Dear colleague,

The plateau at $\nu = 8/3$ in GaAs has two filled spin branches of the lowest Landau level and a partly filled $n=1$ level at filling $2/3$. One candidate for that $2/3$ is the $k=4$ member of the series of Read and Rezayi (1999). Below I derive the quantum numbers of the whole series, marking what is theorem and what is premise, and then turn them into numbers for your cryostat.

## Conventions and premises

The electron charge is $-e$, the magnetic length is $\ell=\sqrt{\hbar/eB}$, and $z=(x+iy)/\ell$, with the field oriented so that lowest-level orbitals are $z^m$ times a Gaussian, which I omit. On a sphere pierced by $N_\phi$ flux quanta, $z$ is the stereographic coordinate and $m=0,\dots,N_\phi$, so a state of $N$ particles is a polynomial of degree at most $N_\phi$ in each $z_i$. Filling $\nu$ and shift $\mathcal S$ are defined by $N_\phi=N/\nu-\mathcal S$. Write $J=\prod_{i<j}(z_i-z_j)$.

- **P1.** The active particles occupy one Landau level and one spin state. Guiding-centre coordinates obey the same algebra in every level, so a state of the $n=1$ level is a lowest-level polynomial with each particle raised by one level.
- **P2.** The interaction is a model. For bosons it is a repulsive contact term $H_{k+1}$ acting when $k+1$ particles meet. It is non-negative, and its zero modes are the symmetric polynomials $\Phi$ that vanish for $z_1=\dots=z_{k+1}$.
- **P3.** The state is incompressible and screens, so far from a defect the density returns to $\nu/2\pi\ell^2$.
- **P4.** The polynomials are correlators of a chiral conformal field theory, the stress tensor $T$ is the only weight-2 field produced when $\psi$ meets its conjugate, and the same theory describes the edge.

Steps 1 to 3 use only P1 and P2. The charge needs P3; weights and central charge need P4.

## Step 1: a zero mode from $k$ Laughlin clusters

Take $N=kp$ bosons, divide them into $k$ groups $G_1,\dots,G_k$ of $p$ each, give every group a Laughlin $1/2$ factor and sum over all divisions:
$$\Phi_k=\sum_{\{G\}}\ \prod_{a=1}^{k}\ \prod_{i<j\in G_a}(z_i-z_j)^2 .\tag{1}$$

*It is a zero mode.* Among $k+1$ coinciding particles and $k$ groups, two particles share a group, so every term vanishes.

*It is not identically zero.* Place $k$ particles at each of $p$ points $w_1,\dots,w_p$. A division survives only if each group takes one particle from each point. There are $(k!)^{p-1}$ such divisions, groups being unlabelled, and all give the same value:
$$\Phi_k\to (k!)^{p-1}\prod_{\alpha<\beta}(w_\alpha-w_\beta)^{2k}.\tag{2}$$

*Its degree in each variable is $2(p-1)$.* No term of (1) exceeds this, since a particle has $p-1$ partners. In (2) the degree in $w_1$ is $2k(p-1)$, shared among $k$ variables, which is possible only if the bound is reached. Hence $N_\phi=2N/k-2$.

## Step 2: it is the unique densest zero mode

Expand any symmetric polynomial as $\Phi=\sum a(m_1,\dots,m_N)\,z_1^{m_1}\cdots z_N^{m_N}$ with $a$ symmetric. Setting $z_1=\dots=z_{k+1}=z$ and collecting powers turns the zero-mode condition into
$$\sum_{m_1+\dots+m_{k+1}=s} a(m_1,\dots,m_N)=0\tag{3}$$
for every $s$ and every fixed $m_{k+2},\dots,m_N$. Let $n_j$ count the $m_i$ equal to $j$, and call a pattern *admissible* if $n_j+n_{j+1}\le k$ for all $j$.

**Claim.** A zero mode whose coefficients vanish on all admissible patterns is zero.

*Proof.* Suppose not, and pick among the nonzero coefficients one with the largest $\sum_i m_i^2$. Its pattern is not admissible, so $k+1$ of its $m_i$ lie in some pair $\{j,j+1\}$; list them first and apply (3). Integers of fixed sum have the smallest sum of squares exactly when they differ by at most one, and that multiset is unique. Every term of (3) is therefore either a permutation of the chosen one, with the same $a$, or has larger $\sum m_i^2$ and vanishes by the choice made. A positive integer times $a$ is zero, a contradiction.

So there are at most as many independent zero modes as admissible patterns. Cut the $N_\phi+1$ orbitals into neighbouring pairs, with one left over if $N_\phi$ is even. Each piece holds at most $k$ particles, so $N\le k(\lfloor N_\phi/2\rfloor+1)$, and $N=kp$ particles need $N_\phi\ge 2p-2$. At equality the leftover last orbital and every pair must be full. Then $n_{N_\phi}=k$ forces $n_{N_\phi-1}=0$, which forces $n_{N_\phi-2}=k$, and so on: the only pattern is $k\,0\,k\,0\cdots k$. The state (1) saturates the bound and is the only zero mode there. Since $H_{k+1}$ commutes with rotations of the sphere, a unique zero mode has total angular momentum zero and uniform density.

For $k=2$, $N=4$, $N_\phi=2$, the conditions (3) read $3a_{202}+3a_{121}=0$ and $6a_{121}+a_{040}=0$, with subscripts $n_0n_1n_2$. They fix the ratios $1:-1:6$, and expanding (1) gives $2:-2:12$.

## Step 3: filling and shift

Define $\Psi_{k,M}=\Phi_k J^M$, bosonic for even $M$ and fermionic for odd $M$. The factor $J^M$ adds $M(N-1)$ to the degree:
$$N_\phi=\Big(M+\frac2k\Big)N-(M+2)\quad\Rightarrow\quad \nu=\frac{k}{Mk+2},\qquad \mathcal S=M+2 .\tag{4}$$
For $M=1$ nothing is lost, because every antisymmetric polynomial is $J$ times a symmetric one. As $k+1$ electrons approach, $J$ supplies the minimal relative angular momentum $k(k+1)/2$, with amplitude proportional to $\Phi$ at coincidence. So $\Psi_{k,1}$ is the unique densest zero mode of the $(k+1)$-body term that penalises this channel. A symmetric polynomial has no term linear in the relative coordinates of the cluster, so the next allowed value is two units higher. For $k=4$ the five-body channel 10 is forbidden, and five electrons meet with relative angular momentum of at least 12.

With ordered $m_1\le m_2\le\dots$, admissibility reads $m_{i+k}-m_i\ge2$. The leading monomial of $J$ shifts $m_i\to m_i+i-1$, so the electron rule is at most $k$ particles in any $k+2$ consecutive orbitals. For $k=4$ the pattern is $1111001111\cdots$, with $\nu=2/3$ and $\mathcal S=3$. The cases $k=1$ and $k=2$ are Laughlin $1/3$ and Moore–Read $1/2$.

## Step 4: quasihole charge

Insert $\prod_{i\in G_a}(z_i-\eta_a)$ for each labelled group $a$ inside the sum (1). The argument of Step 1 is untouched, so this is a zero mode, with every degree raised by one: one more flux quantum at fixed $N$. The sphere gains area $2\pi\ell^2$, and by P3 a charge $\nu e$ is missing from the fluid, located near the $\eta_a$. Relabelling groups permutes the $\eta_a$, so the state is symmetric in them and the $k$ defects are identical. Each carries
$$e^*=\frac{\nu e}{k}=\frac{e}{Mk+2}.\tag{5}$$
The patterns agree. For $M=1$, summing the occupation of every window of $k+2$ orbitals counts each electron $k+2$ times, so the smallest defect, one window short by one, lacks $1/(k+2)$ of an electron. For $k=4$, $e^*=e/6$.

## Step 5: the weight of $\psi$

Under P4, split $\Phi_k=\langle\psi(z_1)\cdots\psi(z_N)\rangle\prod_{i<j}(z_i-z_j)^{\gamma}$ into a neutral correlator and a charge factor. A correlator containing a primary field of weight $h_\psi$ falls as $z_1^{-2h_\psi}$ at large $z_1$, whatever $N$ is. Comparing degrees,
$$-2h_\psi=\frac{2N}{k}-2-\gamma(N-1).$$
Independence of $N$ requires $\gamma=2/k$, and then
$$h_\psi=1-\frac1k .\tag{6}$$
Now let $l\le k$ particles approach within a distance $r$. By (2), $\Phi_k$ stays finite and nonzero, so the neutral correlator scales as $r^{-l(l-1)/k}$. The fused field $\psi_l$ has $h_l-l\,h_\psi=-l(l-1)/k$, that is $h_l=l(k-l)/k$. At $l=k$ the weight is zero and the field is the identity: the $\psi_l$ multiply like $\mathbb Z_k$, with $\psi^\dagger=\psi_{k-1}$, as in the parafermion theory of Zamolodchikov and Fateev (1985). For $k+1$ particles, fusing back to $\psi$ gives $r^{-(k-1)}$ and the charge factor $r^{k+1}$, together $r^2$, as in Step 3.

With a chiral boson normalised so that $e^{i\alpha\varphi}$ has weight $\alpha^2/2$ and two such fields give $(z-z')^{\alpha\alpha'}$, the particle operator is $\psi\,e^{i\varphi/\sqrt\nu}$, because $M+2/k=1/\nu$. Its weight is $h_\psi+1/2\nu=1+M/2=\mathcal S/2$.

## Step 6: the central charge

First a general fact. Write $\psi(x)\psi^\dagger(y)=(x-y)^{-2h_\psi}[1+A(x-y)^2T(y)+\dots]$. The Ward identity gives $\langle T(w)\psi(x)\psi^\dagger(y)\rangle=h_\psi (x-y)^{2-2h_\psi}/(w-x)^2(w-y)^2$, while $\langle T(w)T(y)\rangle=(c_\psi/2)/(w-y)^4$. Matching at $x\to y$ yields $A=2h_\psi/c_\psi$. In a four-point function with a second conjugate pair of weight $h'$ at $u,v$, the same identity then gives, after the two-point factors are divided out,
$$F=1+\frac{2h_\psi h'}{c_\psi}\,\xi^2+\dots,\qquad \xi=\frac{(x-y)(u-v)}{(x-u)(y-v)},\qquad 1-\xi=\frac{(x-v)(y-u)}{(x-u)(y-v)}.\tag{7}$$

Take $N=2k$, where the groups in (1) are pairs. Put one particle at $x$, $k-1$ at $y$, one at $u$ and $k-1$ at $v$, which builds $\langle\psi\psi^\dagger\psi\psi^\dagger\rangle$. No pair may join two particles at the same point, and three kinds of pairing remain: $x$ with $u$ and every $y$ with a $v$, in $(k-1)!$ ways; $x$ with a $y$ and $u$ with a $v$, in $(k-1)^2(k-2)!$ ways; $x$ with a $v$ and $u$ with a $y$, in as many. Thus
$$\Phi_k=(k-1)!\,(y-v)^{2k-4}\Big\{(x-u)^2(y-v)^2+(k-1)\big[(x-y)^2(u-v)^2+(x-v)^2(y-u)^2\big]\Big\}.\tag{8}$$
The curly bracket equals $(x-u)^2(y-v)^2\{1+(k-1)[\xi^2+(1-\xi)^2]\}$. The charge factor to divide out has exponent $2/k$ for $x-u$, $2(k-1)^2/k$ for $y-v$, and $2(k-1)/k=2h_\psi$ for the other four differences. This leaves $x-u$ and $y-v$ each to the power $+2h_\psi$ and the other four to $-2h_\psi$. Removing $(x-y)^{-2h_\psi}(u-v)^{-2h_\psi}$ and normalising to $F(0)=1$,
$$F=(1-\xi)^{-2h_\psi}\big[1-2h_\psi\xi+2h_\psi\xi^2\big]=1+(3h_\psi-2h_\psi^2)\,\xi^2+\dots$$
The $\xi^2$ coefficient is $h_\psi(2h_\psi+1)-4h_\psi^2+2h_\psi$. The linear term cancels, so the neutral sector shows no weight-1 current, as (7) requires. Setting $2h_\psi^2/c_\psi=3h_\psi-2h_\psi^2$ and adding 1 for the boson,
$$c_\psi=\frac{2h_\psi}{3-2h_\psi}=\frac{2(k-1)}{k+2},\qquad c=1+c_\psi=\frac{3k}{k+2}.\tag{9}$$
The integer $M$ changes only the exponent of the charge factor, so $c$ does not depend on it. For $k=1,2,3,4$ one gets $c=1,\ 3/2,\ 9/5,\ 2$, all moving downstream. The total is the central charge of $SU(2)$ at level $k$.

## Step 7: the quasihole field

Each inserted factor of Step 4 acts on $N/k$ of the $N$ particles, so its charge factor is $\prod_i(z_i-\eta)^{1/k}$. This is $e^{i\alpha\varphi}$ with $\alpha/\sqrt\nu=1/k$, of weight $\nu/2k^2=1/[2k(Mk+2)]$. For the neutral part $\sigma$, take $N=k$, one quasihole at $\eta$ and $k-1$ at $\eta'$, so that $\Phi=\sum_i(z_i-\eta)\prod_{j\ne i}(z_j-\eta')$. With one particle at $x$ and $k-1$ at $y$,
$$\Phi=(y-\eta)(x-\eta')(y-\eta')^{k-2}\,(t+k-1),\qquad t=\frac{(x-\eta)(y-\eta')}{(x-\eta')(y-\eta)} .$$
The particle–hole charge factors have exponents $1/k$ for $x-\eta$, $(k-1)/k$ for $y-\eta$ and $x-\eta'$, and $(k-1)^2/k$ for $y-\eta'$. Division leaves $t^{-1/k}(t+k-1)$. Here $t=1-\xi$ of (7) with $u=\eta'$, $v=\eta$, so
$$F=(1-\xi)^{-1/k}\Big(1-\frac{\xi}{k}\Big)=1+\frac{k-1}{2k^2}\xi^2+\dots\quad\Rightarrow\quad h_\sigma=\frac{k-1}{2k(k+2)},$$
using $2h_\psi/c_\psi=(k+2)/k$. For $k=4$, $M=1$: $h_\sigma=1/16$, the charge part is $1/48$, and the total is $h_{qh}=1/12$.

The non-Abelian character shows in the bosonic patterns. Between defects they read $a,\,k-a,\,a,\dots$ with $a=0,\dots,k$ on even orbitals. A window short by one turns $a$ into $a+1$ if it starts on an even orbital and into $a-1$ otherwise. Many quasiholes thus give a walk on $k+1$ sites, whose number grows as the largest eigenvalue of the adjacency matrix, $d=2\cos[\pi/(k+2)]$, per step. Step 2 proves the pattern count only as an upper bound; that it is attained, and that $d$ is the growth of the degeneracy at fixed well-separated positions, I quote as a known result. For $k=4$, $d=\sqrt3=1.732$.

## Range of validity

Equation (4) and the uniqueness are exact for the model interaction. Nothing above proves a gap, the screening P3, or that adiabatic braiding follows the analytic continuation of the correlators. For Coulomb electrons the numbers $e^*$, $c$, $d$ and $\mathcal S$ apply only if the real ground state is connected to $\Psi_{4,1}$ without closing the gap, which is a question of energetics that this derivation does not answer. P1 asks for weak Landau-level mixing and full spin polarisation of the upper level. Within P1 a two-body interaction is particle–hole symmetric, so the $k=4$ state at $8/3$ would imply its conjugate at $7/3$, with $c=1-2=-1$ in the upper level; only effects outside P1, such as level mixing, can separate the two. The temperature must lie well below the gap. Edge reconstruction adds counter-propagating pairs, which keep the net $c$ but can change tunnelling exponents, and so can long-range interaction across a constriction.

## Numbers for GaAs at $\nu=8/3$

I use the compiled values $m^*=0.067\,m_e$ (0 K, Vurgaftman 2001) and $\varepsilon=12.87$ (300 K, Rakita 2019). The latter is a room-temperature value used for a cold sample, so I keep two figures in the energies. Assumed inputs, typical of such experiments: density $3.0\times10^{11}$ cm$^{-2}$, electron temperature 20 mK, bulk $|g|=0.44$, backscattered current 100 pA.

The field is $B=nh/\nu e=4.65$ T, with $\ell=11.9$ nm and $R_{xy}=h/\nu e^2=9.680$ k$\Omega$. The Coulomb scale $e^2/4\pi\varepsilon_0\varepsilon\ell$ is 9.4 meV, the cyclotron energy $\hbar eB/m^*$ is 8.0 meV and the Zeeman energy is 0.12 meV. The mixing parameter, Coulomb over cyclotron, is 1.2 for an ideal sheet, so the neglected mixing is not small, and the Zeeman energy is only 0.013 of the Coulomb scale, so polarisation has to come from exchange. P1 is a hypothesis for your sample.

The rival is the hole conjugate of Laughlin $1/3$, with the same $R_{xy}$. Its $N_\phi+1-N$ holes obey $N_\phi=3(N_\phi+1-N)-3$, so $N_\phi=3N/2$ and the shift is 0. Its edge has one downstream and one upstream mode, net $c=0$, and its smallest charge is $e/3$. On the sphere the $n=1$ level has two more orbitals than the lowest, so it maps to flux $N_\phi+2$, and the total particle number is $2(N_\phi+1)+\tfrac23(N_\phi+2+\mathcal S)$. This is $\tfrac83(N_\phi+2)$ for $\mathcal S=3$ and $\tfrac83(N_\phi+\tfrac54)$ for $\mathcal S=0$.

The thermal Hall conductance is $K=c_{\rm tot}\kappa_0T$, where $c_{\rm tot}$ includes 2 from the filled levels and $\kappa_0=\pi^2k_B^2/3h=0.946$ pW/K$^2$, so $\kappa_0T=19$ fW/K. Weak-backscattering shot noise is $2e^*I_B$ for bias well above $2k_BT/e^*$. The model's values are:

| | $k=4$ parafermion | conjugate Laughlin |
|---|---|---|
| shift, upper level / total | 3 / 2 | 0 / $\tfrac54$ |
| smallest charge | $e/6$ | $e/3$ |
| $c_{\rm tot}$ | 4 | 2 |
| $K$ at 20 mK (fW/K) | 76 | 38 |
| $2k_BT/e^*$ ($\mu$V) | 21 | 10 |
| $2e^*I_B$ ($10^{-30}$ A$^2$/Hz) | 5.3 | 10.7 |

For an ideal $k=4$ edge the quasihole propagator decays with exponent $g=2h_{qh}=1/6$, so the backscattered current scales as $V^{2g-1}=V^{-2/3}$ at high bias and the zero-bias tunnelling conductance as $T^{2g-2}=T^{-5/3}$.

Two cautions concern your measurement. First, at fixed total density one extra flux quantum also moves two electrons into the filled levels, so it creates a deficit of $8e/3$, which is 16 quasiholes of charge $e/6$ and not 4. A detuning of 10 mT adds $2.42\times10^{8}$ flux quanta per cm$^2$, hence $3.9\times10^{9}$ quasiholes per cm$^2$, about 0.16 $\mu$m apart. Second, the entry 2 for the conjugate Laughlin edge holds only when its three downstream modes and one upstream mode equilibrate thermally. On a short edge without equilibration a heated contact loses heat through all $3+1=4$ modes and mimics the parafermion value. A reading of $4\kappa_0T$ counts for $k=4$ only if it persists on long edges and no heat travels upstream.

As typical knowledge and not as a measurement: high-mobility GaAs wells at $8/3$ usually show a thermal conductance near $2\kappa_0T$ and a shot-noise charge near $e/3$, so the $k=4$ model is about a factor of two high in heat flow and a factor of two low in charge for such samples. The 76 fW/K is the model's number and not that of GaAs; it would become the sample's only if well width or level mixing carried the upper level into the parafermion phase.